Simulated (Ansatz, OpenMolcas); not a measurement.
## CH3BFN: a line through the functionals

The species is CH3BFN (7 atoms), meant as a singlet with charge 0. SMILES: `BN=CF`. The shape is that of a PBE0-D4/def2-TZVP optimisation.

The electronic atomisation energy y, in eV, basis aug-cc-pVDZ; a is the functional's share of exact exchange. Programs: Ansatz 0.2.0, OpenMolcas 26.06.

| functional | program | a | y (eV) |
| --- | --- | --- | --- |
| PBE | Ansatz | 0 | 29.06 |
| TPSS | OpenMolcas | 0 | 28.40 |
| B3LYP | Ansatz | 0.2 | ? |
| PBE0 | Ansatz | 0.25 | 28.14 |
| BHLYP | Ansatz | 0.5 | 26.82 |

Q: Fit y = c + s·a to the known rows and predict B3LYP.

A: 
1. Means of the 4 rows: a = 0.1875, y = 28.105.
2. Σ(Δa)² = 0.17188, Σ(Δa·Δy) = -0.63375, so the slope is -0.63375/0.17188 = -3.6872.
3. Intercept: 28.105 − (-3.6872) × 0.1875 = 28.796. The largest residual of the fit is 0.40.
4. B3LYP: 28.796 + (-3.6872) × 0.2 = 28.06 eV.

The run gave 28.05 eV, so the prediction is off by +0.01 eV, within the largest residual. The rows mix families of semi-local functionals, which the line can't see.

The atomisation energy falls from PBE through PBE0 to BHLYP as exact exchange replaces semi-local exchange. Semi-local exchange holes are localised and so mimic part of the left-right correlation in electron-pair bonds, most of all in a multiple bond such as C=N. Exact exchange lacks this contribution, and the accompanying semi-local correlation does not fully restore it, so the molecule loses binding relative to its atoms.

The share of exact exchange is not the only control, however. PBE and TPSS differ clearly although both have none, and B3LYP, at 28.05 eV, lies slightly below PBE0 despite containing less, which breaks a strictly monotonic order. PBE to PBE0 is the cleanest test, and its slope almost matches the fitted one, which supports the exchange argument. The near-exact B3LYP prediction is probably a fortunate cancellation, since the fit misses some of its own points by far more. Without a reference atomisation energy, the trend doesn't show which functional is most accurate here.
